**Question**

Tin tetrachloride is a Lewis acid and stibine carries a lone pair. The table gives the interaction energy of the two rigid molecules at five separations, from Hartree-Fock (HF, no electron correlation) up to CCSD(T), which serves as reference. The shift is the displacement of SbH₃ from the PBE0-D4 minimum. The last column, HF less CCSD(T), is the correlation part of the interaction with its sign reversed; call it Δ.

Interaction energies of rigid SnCl₄ and SbH₃ (Ansatz 0.2.0, gas phase, def2-TZVPPD, def2 core potentials on Sn and Sb, counterpoise-corrected; MP2 and coupled cluster with frozen cores, Sn and Sb 4d correlated). SbH₃ is shifted from the PBE0-D4/def2-TZVP minimum along the line between the molecules' mean atom positions; negative energies mean binding.

```csv
shift from the minimum (Å),CCSD(T) (kcal/mol),r2SCAN-D4 (kcal/mol),HF (kcal/mol),MP2 (kcal/mol),CCSD (kcal/mol),HF less CCSD(T) (kcal/mol)
-0.388,-0.29,-0.88,5.40,-1.43,0.61,5.69
0.000,-1.78,-2.03,1.76,-2.43,-1.21,3.53
0.194,-1.83,-2.00,0.96,-2.33,-1.38,2.79
0.969,-1.07,-1.11,0.03,-1.27,-0.89,1.10
3.876,-0.07,-0.07,0.00,-0.09,-0.06,0.07
```

The same calculation gives, at zero shift: distance between the mean atom positions R = 4.33 Å (elsewhere R = 4.33 Å + shift), Sn···Sb 4.58 Å, all Sn–Cl 2.29 Å, Cl–Sn–Cl 109–110°, and an angle of 116° between the lone-pair side of Sb and the direction to Sn.

(a) Three causes are proposed for the binding: an Sb→Sn dative bond, London dispersion, and correlation corrections that depend on orbital overlap. State what each predicts.
(b) Decide among them as far as the numbers allow, with one estimate worked in full.
(c) Assess MP2, CCSD and r2SCAN-D4.
(d) Say how the curves would change for related pairs.

**Model answer**

*(a) Predictions.* A dative bond moves lone-pair density into an empty orbital on tin. It needs the lone pair aimed at Sn, a distance approaching the sum of covalent radii (roughly 2.8 Å, a recalled size) and chlorines bent away from the donor. Electrostatics, polarisation and charge transfer exist for the averaged charge clouds, so much of such a bond shows already in HF.

Dispersion comes from electrons on the two molecules moving in step: a momentary dipole on one is matched by a favourable one on the other. HF averages each cloud and lacks this entirely. The coupling of two dipoles falls as R⁻³ and averages to zero at first order. At second order it enters squared, divided by an excitation energy, so Δ = C₆/R⁶. Replacing the excitation energies by ionisation energies I and the squared transition dipoles by polarisability volumes α gives London's formula, C₆ ≈ (3/2) α_A α_B I_A I_B/(I_A + I_B).

Overlap-dependent correlation modifies exchange repulsion or charge transfer. These depend on the same orbital tails as the HF wall, so theory argues for Δ = A exp(−bR) with a rate b close to that of the wall.

*(b) Decision.* The dative bond fails on geometry and on energy. The Sn···Sb distance is far beyond bonding range, SnCl₄ is tetrahedral to within a degree or so, and the lone pair points more away from tin than towards it; instead one hydrogen sits in the face of three chlorines, nearly on the extension of the fourth Cl–Sn bond, but about 3.4 Å from tin, also far beyond bonding range. HF is positive in four rows and 0.00 in the last, while CCSD(T) is negative in all five. At zero shift the binding of −1.78 kcal/mol is a repulsion of 1.76 outweighed by a correlation part of 3.53. Induction by the stibine dipole also runs as R⁻⁶, but it belongs to HF, and with a dipole near 0.1 D (rough, recalled) it is of order 10⁻³ kcal/mol. That estimate covers only the long-range dipole term; at contact the HF value is a net of exchange repulsion and of short-range electrostatic and polarisation attraction, which the table does not separate.

The other two causes are compared by fitting ln Δ by least squares over the four inner rows, the far row being held out because that is where a power and an exponential part company. The power law has one constant, C₆ = 2.32 × 10⁴ kcal mol⁻¹ Å⁶; the exponential has two and gives b = 1.21 Å⁻¹. On the inner rows the exponential is the better fit, within 0.5 % of Δ, whereas C₆/R⁶ is 8.6 % too large at the shortest distance and up to 4.8 % too small elsewhere.

For the held-out row, R = 4.33 + 3.876 = 8.21 Å, R⁶ = 3.06 × 10⁵ Å⁶, and C₆/R⁶ = 2.32 × 10⁴ / 3.06 × 10⁵ = 0.076 kcal/mol. The table has 0.07, uncertain by 0.005 from rounding, so the power law lies just above the upper edge of that range. The exponential gives 0.033, about half the tabulated value. It also has the wrong rate for an overlap effect: the same kind of fit to the first three HF values gives 2.96 Å⁻¹, and b is only 0.41 of that.

The size of C₆ is sensible too. With rough recalled values, α of 14 and 7 Å³ and I of 12 and 10 eV for SnCl₄ and SbH₃, London's formula gives 1.5 × 14 × 7 × (120/22) ≈ 800 eV Å⁶, or 1.8 × 10⁴ kcal mol⁻¹ Å⁶. Dispersion survives as the source of the attraction in Δ; overlap-dependent terms are excluded as the whole of Δ, not as a part of it at contact.

The well follows from the two rates. For local slopes the exponential, which follows Δ closely on the inner rows, is the right tool. At zero shift the fitted wall (1.73) falls with slope 2.96 × 1.73 ≈ 5.1 while Δ weakens with slope 1.21 × 3.53 ≈ 4.3 kcal mol⁻¹ Å⁻¹; at shift 0.194 the slopes are 2.96 × 0.97 ≈ 2.9 and 1.21 × 2.79 ≈ 3.4. The balance changes sign between the two rows, so the CCSD(T) minimum along this line lies between them, slightly outside the PBE0-D4 one, and the well is flat: the two energies differ by only 0.05.

*(c) Methods.* MP2 overbinds relative to CCSD(T) in every row, by 0.65 at zero shift and 1.14 at the shortest distance; its correlation part is 1.18 to 1.20 times Δ in the four inner rows. The standard reason is that MP2 builds dispersion from an uncoupled response, without the screening that tempers it. CCSD underbinds: the triples supply 16 % of Δ in each inner row, enough to turn +0.61 into −0.29 on the wall, where large terms nearly cancel. r2SCAN-D4 agrees at the far row and overbinds increasingly inward, by 0.25 at zero shift and 0.59 at the shortest. Its D4 term changes by only −0.10 between those two rows while Δ grows by 2.16, so the added term is not a measure of the dispersion at contact; it is damped there, and the functional is known to carry medium-range attraction itself.

The functional should not take all the blame. Counterpoise removes superposition error but not basis incompleteness, triple-zeta correlated binding is usually too weak, and this basis carries only a small set of functions for correlating the 4d shells. The energies are also without spin-orbit coupling, zero-point motion and temperature.

*(d) Related pairs.* In the same orientation, AsH₃ or PH₃ in place of SbH₃, or a lighter tetrachloride, lowers the polarisability and C₆; the wall also moves inward, so the well should become shallower by less than C₆ alone suggests. A hard, polar donor such as an amine with its lone pair on tin is the opposite case: a much shorter contact, a tin centre bent towards five-coordination if allowed to relax, and attraction already in HF.

**Remarks on the reasoning**

A good fit on the inner rows does not identify a mechanism. Between 3.94 and 5.30 Å a slowly drifting power is easily mimicked by an exponential. The tail test separates them, but it rests on one small number; the comparison of rates is the independent support.

The exponent is near 6, not exactly 6. Between neighbouring rows it climbs from 5.09 to 6.30, the last value spanning 6.14 to 6.47 over rounding. Theory supplies both directions: at contact overlap damps dispersion and adds repulsive exchange-type correlation terms to Δ, and R⁻⁸ terms steepen it further out. The numbers cannot separate these from the choice of centre, since a free power fitted to all five rows is 6.06 with mean positions and 6.37 with the Sn···Sb distance. For the same reason the agreement with London's formula is one of size only.

Δ is all of the correlation part, including changes in electrostatics and exchange caused by correlation within each molecule. That it is mostly dispersion is argued from its range and size, not shown by a partition.

A positive HF energy excludes net static binding at the four inner points (at the far one HF is zero within rounding), not static attraction masked by exchange. Such attraction is expected once the clouds overlap, so the HF wall and its fitted rate are net quantities, not those of exchange alone. At shift 0.969 HF is 0.03 against 0.10 from the extrapolated wall. A weak electrostatic or induction term may be responsible; this is an untested guess, as the wall fit already misses by 0.04 within its own rows.

The single-reference treatment is sound where it was examined: at the shortest distance the RHF state is a stable closed shell with T₁ diagnostic 0.012, and no bond is stretched. The verdict against the dative bond holds for this orientation of rigid fragments.
